**Muonic X-ray lines from Ga to Kr: screening, reduced mass or nuclear size**

The table holds four muonic line energies for one isotope each of Z = 31 to 36, from the Dirac equation with reduced mass, a Gaussian nuclear charge and the Uehling potential, without electrons. The program compares them with the point-nucleus Dirac formula and tests a screened charge Z − σ, the reduced mass, and the nuclear size (first order, and a parameter-free Schrödinger solution) as causes of the slow, uneven rise of 3p–1s. This line grows as Z^1.69 and lies 15 to 19 % below the point value, and a single σ misses it by up to 94 keV, while 3d–2p and 5g–4f stay within 0.5 % of the point formula. The scatter of 0.91 keV rms about a quadratic in Z is removed by the size model down to 0.04 keV, whereas the reduced mass supplies only 0.067 keV there but accounts for the eV-sized scatter of 5g–4f. First order overestimates the 1s size shift by a factor of 2.2 to 2.6, the Schrödinger model underestimates it by 6 to 7 %, and the shape of the charge matters at the order of 10 keV.

Muonic X-ray line energies for Ga to Kr, computed with Radial Dirac-Fock and Kohn-Sham solver 3. The Dirac equation is solved for a negative muon with reduced mass around a spherical nucleus of Gaussian charge, with the Uehling potential to all orders. Nuclear polarisation, deformation, self-energy and electron screening are not included.

## Program and output

```python
# Table: muonic X-ray lines (keV), Ga-Kr, radial Dirac solver, reduced mass, Gaussian nucleus, Uehling, no electrons.
# Tested: screening (Z-sigma), reduced mass or nuclear size as cause of the slow, uneven rise of 3p-1s.
T = {
    'ion': ['Ga', 'Ge', 'As', 'Se', 'Br', 'Kr'],
    'Z': [31, 32, 33, 34, 35, 36],
    'mass_number': [69, 74, 75, 80, 79, 84],
    'nuclear_rms_radius': [3.997, 4.074, 4.097, 4.14, 4.163, 4.188],  # fm
    'line_energy_3p32_1s12': [2071.9, 2183.3, 2302.7, 2421.1, 2543.8, 2667.9],  # keV
    'line_energy_3p12_1s12': [2069.5, 2180.6, 2299.8, 2417.8, 2540.1, 2663.7],  # keV
    'line_energy_3d52_2p32': [378.18, 403.04, 428.68, 455.12, 482.32, 510.33],  # keV
    'line_energy_5g92_4f72': [60.942, 64.955, 69.091, 73.361, 77.751, 82.278],  # keV
}
import numpy as np
from scipy.constants import physical_constants as pc, alpha, hbar, c, e
from scipy.optimize import brentq, minimize_scalar
from scipy.linalg import eigh_tridiagonal
from scipy.special import erf
Z, A, R = (np.array(T[k], float) for k in ('Z', 'mass_number', 'nuclear_rms_radius'))
m = pc['muon mass energy equivalent in MeV'][0]*1e3; u = pc['atomic mass constant energy equivalent in MeV'][0]*1e3
hc = hbar*c/e*1e12  # keV fm
mu = m/(1 + m/(A*u))
B = lambda z, n, k, q: q*(1 - (1 + (z*alpha/(n - k + np.sqrt(k*k - (z*alpha)**2)))**2)**-0.5)
Q = {'3p32_1s12': (3, 2, 1, 1), '3p12_1s12': (3, 1, 1, 1), '3d52_2p32': (3, 3, 2, 2), '5g92_4f72': (5, 5, 4, 4)}
line = lambda z, s, q: B(z, Q[s][2], Q[s][3], q) - B(z, Q[s][0], Q[s][1], q)
E = {s: np.array(T['line_energy_' + s], float) for s in Q}; P = {s: line(Z, s, mu) for s in Q}
# further outputs of the same runs (keV; mean radii in fm)
fs1 = np.array([377.307, 429.089, 478.151, 534.022, 590.849, 652.226])
fs3 = np.array([0.231852, 0.295766, 0.357764, 0.437713, 0.523448, 0.624299])
vp1 = np.array([16.5215, 17.4311, 18.4541, 19.4469, 20.495, 21.5514])
vp3 = np.array([0.861898, 0.940314, 1.02284, 1.10957, 1.20039, 1.29567])
rm = np.array([[14.0865, 41.0593, 148.45], [12.6087, 35.3252, 127.707]])  # 1s,2p3/2,4f7/2 of Ga, Kr
def p(l, v, d=1): print(l, ' '.join(f'{t:.{d}f}' for t in np.atleast_1d(v)))
wig = lambda y: y - np.polyval(np.polyfit(Z - 33.5, y, 2), Z - 33.5)
rms = lambda y: np.sqrt(np.mean(y**2)); ex = lambda y, x=Z: np.polyfit(np.log(x), np.log(y), 1)[0]
def nr(z, q, rr, sph=False):  # Schroedinger 1s size shift, keV
    h = 0.02; r = h*np.arange(1, 8000); t = hc**2/(2*q*h*h); r0 = rr*(5/3)**0.5
    v = np.where(r < r0, (3 - (r/r0)**2)/(2*r0), 1/r) if sph else erf(r/(rr*(2/3)**0.5))/r
    w = eigh_tridiagonal(2*t - z*alpha*hc*v, -t*np.ones(len(r) - 1), eigvals_only=True, select='i', select_range=(0, 0))
    return w[0] + q*(z*alpha)**2/2
print('rows', *T['ion'], '| rounding: 1s lines 0.05, 3d-2p 0.005, 5g-4f 0.0005 keV, R 0.0005 fm')
for s in Q:
    print(f'{s}: exponent in Z table {ex(E[s]):.3f}, point Dirac {ex(P[s]):.3f}')
    p('  table-point keV', E[s] - P[s], 3); p('  table-point %', 100*(E[s]/P[s] - 1), 2)
    if s != '3p12_1s12':
        p('  sigma needed', [brentq(lambda g: line(Z[i] - g, s, mu[i]) - E[s][i], -2, 9) for i in range(6)], 2)
s = '3p32_1s12'; y = E[s]
sg = minimize_scalar(lambda g: rms(line(Z - g, s, mu) - y), bounds=(0, 8), method='bounded').x
print(f'best single sigma {sg:.2f}, exponent {ex(line(Z - sg, s, mu)):.3f}'); p('  table-model keV', y - line(Z - sg, s, mu))
p('steps 3p32-1s keV', np.diff(y)); p('steps with size shift removed', np.diff(y + fs1 - fs3))
p('steps R fm', np.diff(R), 3); p('steps A', np.diff(A), 0)
dm = P[s] - line(Z, s, m); p('reduced-mass effect on point line keV', dm, 2); p('m_mu/M %', 100*m/(A*u), 3)
p('net Uehling keV', vp1 - vp3, 2); p('closure table-(point-size+Uehling) keV', y - P[s] + fs1 - fs3 - vp1 + vp3, 2)
x = R*mu*Z*alpha/hc; B1 = B(Z, 1, 1, mu); fo = 4/3*x**2*mu*(Z*alpha)**2/2
p('Bohr radius a fm', R/x, 2); p('x=R/a', x, 3); p('R/<r> 1s 2p 4f: Ga, Kr', (R[[0, -1], None]/rm).ravel(), 3)
p('1s size shift % of point binding', 100*fs1/B1); print(f'  its exponent in x {ex(fs1/B1, x):.2f} (first order: 2)')
g = np.array([nr(*a) for a in zip(Z, mu, R)]); g2 = np.array([nr(*a) for a in zip(Z, mu, R + 0.02)])
p('first-order shift / output', fo/fs1, 2); p('Schroedinger Gauss shift keV', g); p('  error vs output %', 100*(g/fs1 - 1))
p('  sphere minus Gauss shift keV (order only)', np.array([nr(*a, True) for a in zip(Z, mu, R)]) - g, 0)
p('  model dE/dR keV/fm', -(g2 - g)/0.02, 0)
w = wig(y); sl = np.dot(w, wig(R))/np.dot(wig(R), wig(R))
p('wiggle (resid. from quadratic) table keV', w, 2); p('wiggle reduced mass keV', wig(dm), 3); p('wiggle size model keV', -wig(g), 2)
print(f'rms keV: table {rms(w):.2f}, mass {rms(wig(dm)):.3f}, left after size model {rms(w + wig(g)):.2f}')
print(f'wiggle slope on R {sl:.0f} keV/fm, left {rms(w - sl*wig(R)):.2f} keV, R rounding = {abs(sl)*5e-4:.2f} keV')
print(f'correlation of wiggle with R {np.corrcoef(w, wig(R))[0, 1]:.3f}, with A {np.corrcoef(w, wig(A))[0, 1]:.3f}')
o = '5g92_4f72'; p('5g-4f wiggle table eV', 1e3*wig(E[o])); p('5g-4f wiggle reduced mass eV', 1e3*wig(P[o] - line(Z, o, m)))
p('3p splitting table keV', y - E['3p12_1s12']); p('3p splitting point keV', P[s] - P['3p12_1s12'], 2)
assert 1.5 < ex(y) < 1.9 and all(1.95 < ex(E[k]) < 2.05 for k in ('3d52_2p32', o))
assert np.all(y < 0.9*P[s]) and np.all(E[o] > P[o])
assert sl < 0 and rms(w) > 5*rms(wig(dm))
assert np.all(y > E['3p12_1s12'])
```

Printed output:

```
rows Ga Ge As Se Br Kr | rounding: 1s lines 0.05, 3d-2p 0.005, 5g-4f 0.0005 keV, R 0.0005 fm
3p32_1s12: exponent in Z table 1.694, point Dirac 2.036
  table-point keV -361.432 -412.297 -460.417 -515.264 -571.031 -631.303
  table-point % -14.85 -15.88 -16.66 -17.55 -18.33 -19.14
  sigma needed 2.36 2.62 2.83 3.08 3.32 3.57
3p12_1s12: exponent in Z table 1.691, point Dirac 2.033
  table-point keV -361.187 -411.986 -459.904 -514.709 -570.391 -630.633
  table-point % -14.86 -15.89 -16.66 -17.55 -18.34 -19.14
3d52_2p32: exponent in Z table 2.004, point Dirac 2.013
  table-point keV 1.564 1.567 1.579 1.552 1.526 1.450
  table-point % 0.42 0.39 0.37 0.34 0.32 0.28
  sigma needed -0.06 -0.06 -0.06 -0.06 -0.06 -0.05
5g92_4f72: exponent in Z table 2.007, point Dirac 2.005
  table-point keV 0.133 0.147 0.162 0.177 0.193 0.210
  table-point % 0.22 0.23 0.23 0.24 0.25 0.26
  sigma needed -0.03 -0.04 -0.04 -0.04 -0.04 -0.05
best single sigma 3.01, exponent 2.230
  table-model keV 93.2 58.7 26.9 -11.4 -50.6 -94.2
steps 3p32-1s keV 111.4 119.4 118.4 122.7 124.1
steps with size shift removed 163.1 168.4 174.2 179.4 185.4
steps R fm 0.077 0.023 0.043 0.023 0.025
steps A 5 1 5 -1 5
reduced-mass effect on point line keV -4.00 -3.98 -4.18 -4.16 -4.47 -4.46
m_mu/M % 0.164 0.153 0.151 0.142 0.144 0.135
net Uehling keV 15.66 16.49 17.43 18.34 19.29 20.26
closure table-(point-size+Uehling) keV -0.02 0.01 -0.06 -0.02 0.00 0.04
Bohr radius a fm 8.27 8.01 7.77 7.54 7.32 7.12
x=R/a 0.483 0.509 0.527 0.549 0.569 0.588
R/<r> 1s 2p 4f: Ga, Kr 0.284 0.097 0.027 0.332 0.119 0.033
1s size shift % of point binding 13.8 14.7 15.4 16.2 16.9 17.6
  its exponent in x 1.24 (first order: 2)
first-order shift / output 2.23 2.31 2.37 2.45 2.51 2.58
Schroedinger Gauss shift keV 354.5 402.4 447.3 498.4 550.0 605.5
  error vs output % -6.0 -6.2 -6.5 -6.7 -6.9 -7.2
  sphere minus Gauss shift keV (order only) 8 10 11 12 14 16
  model dE/dR keV/fm -111 -121 -132 -143 -154 -166
wiggle (resid. from quadratic) table keV 0.78 -1.77 0.95 -0.08 0.46 -0.35
wiggle reduced mass keV -0.032 0.064 -0.046 0.076 -0.109 0.047
wiggle size model keV 0.78 -1.76 0.96 -0.14 0.52 -0.37
rms keV: table 0.91, mass 0.067, left after size model 0.04
wiggle slope on R -117 keV/fm, left 0.07 keV, R rounding = 0.06 keV
correlation of wiggle with R -0.997, with A -0.683
5g-4f wiggle table eV -0.8 1.6 -1.2 2.0 -2.8 1.2
5g-4f wiggle reduced mass eV -0.8 1.6 -1.1 1.9 -2.7 1.2
3p splitting table keV 2.4 2.7 2.9 3.3 3.7 4.2
3p splitting point keV 2.65 3.01 3.41 3.86 4.34 4.87
```
